Set a fluorine or an oxygen atom above the midpoint between two neighbouring cobalt atoms, on the close-packed face of cobalt, and let the forces move it. How strongly is it bound when it comes to rest, how long is its shortest bond, and how far has the work function moved? The two rows that answer this are marked with question marks.

F, N or O on the (001) face of a three-plane hcp cobalt slab, one atom per 1×1 cell, relaxed from the named site with the bottom plane held (Ansatz 0.2.0, plane-wave PAW, scalar-relativistic, spin-polarised PBEsol, 420 eV cutoff). Adsorption energies are relative to the clean slab and a free spin-polarised atom; changes are from the clean slab, with dipoles positive outwards.

```tsv
adsorbate	start site	start site atoms	adsorption energy (eV)	work function change (eV)	dipole change (e Å)	shortest contact length (Å)	cell moment (μB)
F	bridge	Co-Co	?	?	?	?	?
F	hollow	Co-Co-Co	-3.954	2.082	-0.0610	1.969	5.68
F	top	Co	-3.349	3.799	-0.1110	1.711	5.66
N	bridge	Co-Co	-4.835	2.102	-0.0570	1.777	3.83
N	hollow	Co-Co-Co	-4.818	2.062	-0.0560	1.773	3.86
O	bridge	Co-Co	?	?	?	?	?
O	hollow	Co-Co-Co	-5.319	1.569	-0.0420	1.762	3.52
```

**Fluorine: hollow and top**

A more negative adsorption energy means stronger binding. Fluorine is bound 0.6 eV more strongly in the hollow, where it touches three cobalt atoms, than on top of one. Yet its shortest contact is longer in the hollow, 1.97 Å against 1.71 Å. This is the usual bargain of bonding: shared among three neighbours, each bond is weaker and longer, but together they bind more. Comparing sites of one element also removes the zero of energy, which would otherwise affect any ranking of F, N and O.

The work function rises by 2.1 eV in the hollow and by 3.8 eV on top. Electrons drawn towards fluorine form a negative outer layer, which makes it harder for other electrons to leave the metal. If the atom is centred over its site, simple geometry puts it 25 % higher on top than in the hollow, while the dipole grows by 82 %. The two need not match, because that height is measured from the cobalt nuclei. The opposite charge in the metal gathers further out, near the edge of its electron cloud, so the same lift is a larger share of the distance between the charges. This is what is expected of a metal, not something tested here, and the charge on fluorine may change as well.

Symmetry decides which of these atoms could have moved sideways. Top and hollow sites lie on a threefold axis, where any sideways force cancels. An atom placed exactly on top stays there even if it would gain energy by leaving, so the top row may be a saddle point.

A bridge has only one mirror plane, which runs across the cobalt pair and through the hollows on either side. These hollows differ, because one lies above an atom of the second plane and the other does not. A sideways force is therefore allowed at the bridge, and the atom can slide without breaking the symmetry.

**Nitrogen: two starts, nearly one result**

The nitrogen rows suggest what happens next. Started on the bridge or in the hollow, nitrogen ends with energies within 0.02 eV and contacts within 0.01 Å of each other. Two neighbours and three neighbours should not give such similar bonds. The explanation is that nitrogen slid from the bridge into a hollow, and the final structure of that run confirms it: the atom rests above an atom of the second plane, on a threefold axis that a bridge lacks.

**Oxygen, and two limiting cases**

For oxygen the hollow row alone is known, so the forecast must rest on what a bridge start does. In one limit the atom slides all the way, and the bridge row repeats the hollow row of the same element. In the other it stays on the bridge with two neighbours.

For fluorine the second limit can be estimated. Pauling's rule makes a bond longer in proportion to the logarithm of the number of neighbours $n$ that share it. With $d_n$ the contact length for $n$ neighbours, the top and hollow rows fix both ends:

$$d_2=d_1+\frac{\ln 2}{\ln 3}\,(d_3-d_1)=1.711+0.631\times0.258=1.874\ \text{Å}.$$

The same fraction applied to the energy, a rougher step, gives about -3.7 eV. Fluorine held on the bridge should thus have a clearly shorter contact and somewhat weaker binding than in the hollow.

The forecast follows the nitrogen rows and takes the first limit, with ranges set by judgement:

- **F bridge:** adsorption energy -3.95 ± 0.25 eV, work-function change 2.08 ± 0.3 eV, shortest contact 1.97 ± 0.10 Å.
- **O bridge:** adsorption energy -5.32 ± 0.30 eV, work-function change 1.57 ± 0.4 eV, shortest contact 1.76 ± 0.10 Å.

If either atom stays put, fluorine is the likelier, because its single bond should depend less on direction and on the number of neighbours. Oxygen held on the bridge could lose more energy than its range allows.

The withheld rows as computed:

```tsv
adsorbate	start site	start site atoms	adsorption energy (eV)	work function change (eV)	dipole change (e Å)	shortest contact length (Å)	cell moment (μB)
F	bridge	Co-Co	-3.985	1.982	-0.0570	1.969	5.64
O	bridge	Co-Co	-5.310	1.463	-0.0380	1.763	3.63
```

**What the bridge starts became**

All six values fall within their ranges. For fluorine this alone decides little, since its ranges also admit an atom that stayed on the bridge. The contact is more telling: it equals the hollow value of 1.969 Å, not the 1.874 Å estimated for two neighbours. The energy agrees, because fluorine is bound 0.03 eV more strongly than forecast, whereas staying on the bridge should have weakened the binding.

Oxygen gives the same picture. Its energy differs from the hollow value by only 0.01 eV and its contact by 0.001 Å. With nitrogen, that makes three elements whose bridge start ends with the bond length of their own hollow. All three slid into a hollow, so that the final site, not the starting label, sets the bond. The final structures show this directly. Fluorine and nitrogen end above an atom of the second plane, and all three structures have a threefold axis, which a bridge lacks; for oxygen the axis appears only within a slightly looser, still small tolerance. The site moments agree for fluorine: the top cobalt plane carries 2.06 μB with fluorine in the hollow and 1.82 μB with fluorine on top, and after the bridge start it lies within about 0.01 μB of the hollow value. These site moments come from the records of the separate runs. The output printed below compares only whole-cell moments, which cannot tell the sites apart: fluorine's total differs from its hollow value by 0.02 μB for the top start and by 0.04 μB for the bridge start.

The work function shows the largest misses: for both fluorine and oxygen it rises by about 0.1 eV less than forecast. The likely cause is that the bridge start slid into the other kind of hollow. The bonds to the top plane can then be almost the same, while the second plane is expected to shift the charge around the atom a little. Both bridge rows do have dipoles 0.004 e Å smaller in size than their hollow rows. For nitrogen the smaller shift goes the other way, so its sign is not general. The case for two different hollows is strong all the same: for each element both starts end with threefold symmetry, and one and the same hollow should give one and the same work function. A different magnetic order is not what separates the two oxygen runs. In both, the top cobalt plane has lost most of its moment while the two planes below keep theirs, and the cell totals differ by only 0.11 μB. That does not exclude a lower magnetic order that both runs missed. None of the runs flags one, but their search for lower states was light, and the data makers caution that one may exist, on the strength of tests on other systems. The fluorine runs do carry a warning of their own, that the exchange-correlation potential is rough where the density is thin. All the runs also combine PBEsol with PAW datasets made for PBE, a mismatch whose effect on these small differences was not tested. The slab is also thin: in the oxygen bridge run the work function of the bare bottom face moves from 5.119 to 5.275 eV, more than the miss itself, so a 0.1 eV difference between hollows need not survive on a thicker slab.

These bridge rows should therefore not be used as energies of atoms sitting on bridges. The small difference between a bridge row and its hollow row is not the barrier for an atom hopping across the surface. To estimate that barrier, the atom must be held above the bridge while its height relaxes, or the path between two hollows must be followed. In this 1×1 cell either step would slide the whole layer at once, so a single hopping atom needs a larger surface cell. The energies here also belong to a full layer, with adsorbates only about 2.5 Å apart, and need not hold for a few stray atoms.

The square (100) face of face-centred cubic cobalt would behave differently. There a bridge has two mirror planes at right angles, which together cancel every sideways force. An atom started exactly on that bridge would stay, stable or not, and its row would describe a true bridge. Before reading a table of adsorption sites, then, ask which sideways moves the symmetry of each start allows.

Output of the analysis:

```
Distance between neighbouring adsorbates (Å): 2.456
N, bridge start less hollow start, adsorption energy (eV): -0.017
N, bridge start less hollow start, work-function change (eV): 0.04
N, bridge start less hollow start, contact (Å): 0.004
F, top less hollow, adsorption energy (eV): 0.605
F, top less hollow, work-function change (eV): 1.717
F height in the hollow (Å): 1.366
F height ratio, top over hollow: 1.252
F dipole ratio, top over hollow: 1.82
Rival, F held on the bridge, contact (Å): 1.874
Rival, F held on the bridge, adsorption energy (eV): -3.731
Rival, F held on the bridge, work-function change (eV): 2.327
Energy (eV) and contact (Å), own hollow value is the forecast for withheld rows:
  row  E own hollow  E range  E computed  E hollow less computed  contact own hollow  contact range  contact computed  contact hollow less computed
    F        -3.954     0.25      -3.985                   0.031               1.969            0.1             1.969                             0
    F        -3.954     0.25      -3.954                       0               1.969            0.1             1.969                             0
    F        -3.954     0.25      -3.349                  -0.605               1.969            0.1             1.711                         0.258
    N        -4.818      0.3      -4.835                   0.017               1.773            0.1             1.777                        -0.004
    N        -4.818      0.3      -4.818                       0               1.773            0.1             1.773                             0
    O        -5.319      0.3       -5.31                  -0.009               1.762            0.1             1.763                        -0.001
    O        -5.319      0.3      -5.319                       0               1.762            0.1             1.762                             0
Work-function change (eV) and moment (μB):
  row  own hollow  range  computed  hollow less computed  from dipole  moment less own hollow
    F       2.082    0.3     1.982                   0.1        1.975                   -0.04
    F       2.082    0.3     2.082                     0        2.113                       0
    F       2.082    0.3     3.799                -1.717        3.846                   -0.02
    N       2.062    0.4     2.102                 -0.04        1.975                   -0.03
    N       2.062    0.4     2.062                     0         1.94                       0
    O       1.569    0.4     1.463                 0.106        1.317                    0.11
    O       1.569    0.4     1.569                     0        1.455                       0
```
